## Results and discussion

The row at +1 % strain looks wrong. On the compressed side, each per cent of length changes the gap by more than 0.1 eV. The first per cent of stretching changes it by only 0.017 eV, and the next per cent again by about 0.09 eV. The explanation below is that this row is regular and that the printed gap hides a sign.

Bi2Se3 in the tetradymite structure (R-3m, a = 4.142 Å, c = 29.263 Å) under hydrostatic strain, given per length; changes are relative to this unstrained cell. Ansatz 0.2.0, plane-wave PAW, r2SCAN with spin-orbit coupling, 8×8×8 k mesh. The unstrained cell and the atoms in each strained cell were relaxed with r2SCAN+rVV10.

```
strain (%)  band gap (eV)  band gap change (eV)  least direct gap change (eV)  gap kind  energy rise per atom (meV)
        -4          0.508                 0.465                         0.471  indirect                        81.3
        -3          0.391                 0.348                         0.348    direct                        47.9
        -2          0.271                 0.228                         0.228    direct                        24.0
        -1          0.154                 0.111                         0.111    direct                         8.5
         1          0.060                 0.017                         0.017    direct                        -2.4
         2          0.153                 0.110                         0.110    direct                         0.2
         3          0.235                 0.192                         0.192    direct                         7.1
         4          0.253                 0.209                         0.258  indirect                        17.5
```

The column "band gap" gives the smallest energy between filled and empty states, and "band gap change" compares it with the unstrained cell. Subtracting one from the other gives the gap of that cell, 0.043 eV, in every row to within rounding. The smallest gap thus lies close to zero strain, and the gap grows whether the crystal is squeezed or stretched. Strain here means an equal relative change of all cell edges; the atoms then settle anew inside each cell.

### A gap that passes through zero

From −3 to +3 % both band edges lie at Γ, the centre of the Brillouin zone, where the electron wave has the same phase in every cell. The gap is then the distance between two levels at one point. If these levels approach, meet and pass each other, their distance falls to zero and grows again. A table of distances shows a V, although each level has simply kept moving in its own direction.

To follow the levels, let $\Delta$ be the direct gap with a sign: positive for the order found on the compressed side, negative for the opposite order. Suppose that the levels cross between the unstrained cell and the row at +1 %. The gap of 0.060 eV in that row then counts as $\Delta=-0.060$ eV. The first per cent of stretching has changed $\Delta$ by $-0.060-0.043=-0.103$ eV, a step much like its neighbours.

The idea can be tested on the unstrained cell, using only the rows on either side of it. Over so short a range $\Delta$ should be nearly a straight line in strain, so its value at zero strain should be the mean of its values at −1 and +1 %:

$$\Delta(0)\approx\frac{0.154+(-0.060)}{2}=0.047\ \text{eV}.$$

The calculation gave 0.043 eV for that cell, which was not used in the estimate. Without the change of sign the same mean is 0.107 eV, more than twice the computed gap.

The place of the crossing follows from the same line of thought. The unstrained cell is 0.043 eV away from it, and one per cent of stretching moves the levels by 0.103 eV. They should therefore meet at $0.043/0.103\approx0.4$ % strain. No row was calculated there, so the numbers alone do not exclude that a small gap survives at the turning point. Symmetry argues against it: the crystal has a centre of inversion, and the two edge levels of this compound are known to have opposite parity at Γ. Such levels do not mix, so they are free to cross.

### Why stretching moves the levels this way

The direction can be understood from two limits. In an ionic picture with weak overlap, bismuth has given its outer p electrons to selenium, so the p levels of selenium are filled and those of bismuth lie above them, empty. This is the normal order, with a gap set by the difference between the two elements. When the ions are brought closer together, their p orbitals overlap more and each set of levels spreads into a wider band. The lowest bismuth combination moves down and the highest selenium combination moves up.

In the opposite limit, that of strong overlap, the spreading exceeds the original difference, and at Γ the bismuth level ends up below the selenium level. In Bi2Se3 near equilibrium, overlap alone is not expected to go that far; spin-orbit coupling, which is strong in bismuth, supplies the last push. It comes mainly from the region near the nucleus and changes little when the crystal is stretched. It therefore mostly shifts the strain at which the levels cross, while the changing overlap drives them through the crossing.

Bi2Se3 near its equilibrium is well known as a topological insulator, a material with just this inverted order. The cell used here lies too near the crossing to show by itself which side that is, but the real crystal is known to have a shorter c axis and so belongs with the compressed cells. The compressed side is therefore taken as inverted and the rows from +1 % upwards as normal. The assignment rests on theory and on the known nature of the compound. The results include neither the parities of the levels nor a run without spin-orbit coupling that would confirm it.

The curve also bends. The signed gap changes by 0.123 eV in the step from −4 to −3 %, and by 0.066 eV in the step from +3 to +4 %, with the steps shrinking all the way between. Overlap that fades exponentially with distance can explain only part of this. It would shorten every step by about the same fraction, whereas the steps shorten by about 2 % at the compressed end and by about a fifth at the stretched end. A likely second cause is the bond between bismuth and selenium, which pushes filled and empty p levels apart. Stretching weakens this push too, and so takes back part of the gap that the narrower bands open. If the push fades more slowly with distance than the widening of the bands, the share taken back grows as the crystal is stretched. The spaces between the layers may also stretch more than the bonds, since the atoms are free to settle in each cell. These results do not separate the causes.

### The flat end at +4 %

The last row is irregular for a different reason. From +3 to +4 % the printed gap grows by only 0.018 eV, while the direct gap grows by 0.066 eV. The levels at Γ are still moving apart, but they no longer define both band edges. The highest filled state now lies at another point of the Brillouin zone, about 0.05 eV above the highest filled level at Γ.

As the normal gap opens, the filled level at Γ sinks relative to the empty one. Another hill of the valence band, which does not keep pace with this motion, is eventually left as the highest point. From there on the smallest gap runs from that hill to the empty level at Γ and has become indirect. Its exact size is less certain than that of the direct gap, because the top of the hill may fall between the points of the mesh.

The row at −4 % is indirect too, because another hill, near the edge of the Brillouin zone, has just overtaken the filled level at Γ. The gap there lies only about 6 meV below the direct one. This leaves no visible mark on the trend. On the compressed side the mesh calls for some care as well: inverted bands often have their extrema slightly away from Γ, and the true gap may then be somewhat smaller than the printed one.

### Why the V is lopsided

At −4 % the gap is twice as large as at +4 %, and three causes build up this ratio. The crossing lies off centre, so the compressed end is farther from it: straight lines would give a ratio of $(4+0.4)/(4-0.4)\approx1.2$. The shrinking steps raise the ratio of the direct gaps to 1.7. The change of band edge at +4 % brings the ratio of the printed gaps to 2.0.

### What the zero of strain means

Whether stretching opens or closes the gap depends on where the crystal starts. Starting from the cell at +2 %, a compression by one step lowers the gap from 0.153 to 0.060 eV. Starting from the cell at −1 %, a compression raises it. For a neighbouring case the useful question is therefore on which side of the crossing the starting cell lies, and how far from it.

Here the starting cell lies very close to the crossing, and its position depends on the method. The cell was relaxed with a functional that includes dispersion forces between the layers, whereas the gaps and energies come from r2SCAN with spin-orbit coupling but without that term. At this second level the lowest energy among the rows belongs to +1 %, already beyond the crossing. Functionals of this kind also tend to place empty levels too low, which favours the inverted order. A more exact method is therefore expected to move the crossing of this same cell towards less stretching, perhaps even to slight compression. The closing strain of 0.4 % is thus a property of this cell and this method, not a reliable figure for a real crystal. The real one, with its shorter c axis and a gap known to be a few tenths of an eV, is expected to need clearly more stretching.

For anyone who wants to tune the gap by pressure, the kind of strain matters too. Holding all cell edges at −4 % takes a stress of about 8.6 GPa within the layers but only 7.0 GPa across them, of which about 1.3 GPa in each direction is already present in the unstrained cell. Under a uniform pressure the crystal would shorten by different amounts along the two directions, so the strain axis cannot be converted directly into pressure. The signed gaps and the comparisons used here are listed in the output below.

Output of the analysis:

```
Direct gap with and without sign:
  row  direct gap eV  signed direct gap eV  signed change per 1 % from row before eV  direct less least gap meV
   -4         0.5141                0.5141                                       n/a                      6.125
   -3         0.3911                0.3911                                    -0.123                      0.125
   -2         0.2711                0.2711                                     -0.12                      0.125
   -1         0.1541                0.1541                                    -0.117                      0.125
    1        0.06013              -0.06013                                   -0.1071                      0.125
    2         0.1531               -0.1531                                    -0.093                      0.125
    3         0.2351               -0.2351                                    -0.082                      0.125
    4         0.3011               -0.3011                                    -0.066                      48.13
Gap of the unstrained cell, eV: 0.04313
Unstrained gap interpolated from rows -1 and +1 with a change of sign, eV: 0.047
Unstrained gap interpolated from rows -1 and +1 without a change of sign, eV: 0.1071
Change of the printed gap from 0 to +1 %, eV: 0.017
Change of the signed gap from 0 to +1 %, eV: -0.1033
Strain at which the signed gap passes zero, %: 0.4177
Change of the least gap from +3 to +4 %, eV: 0.018
Change of the direct gap from +3 to +4 %, eV: 0.066
Least gap at -4 % over least gap at +4 %: 2.008
Direct gap at -4 % over direct gap at +4 %: 1.707
Steepest over shallowest signed change per 1 %: 1.864
Lowest energy among the rows against the unstrained cell, meV an atom: -2.4
Strain of the row of lowest energy, %: 1
```
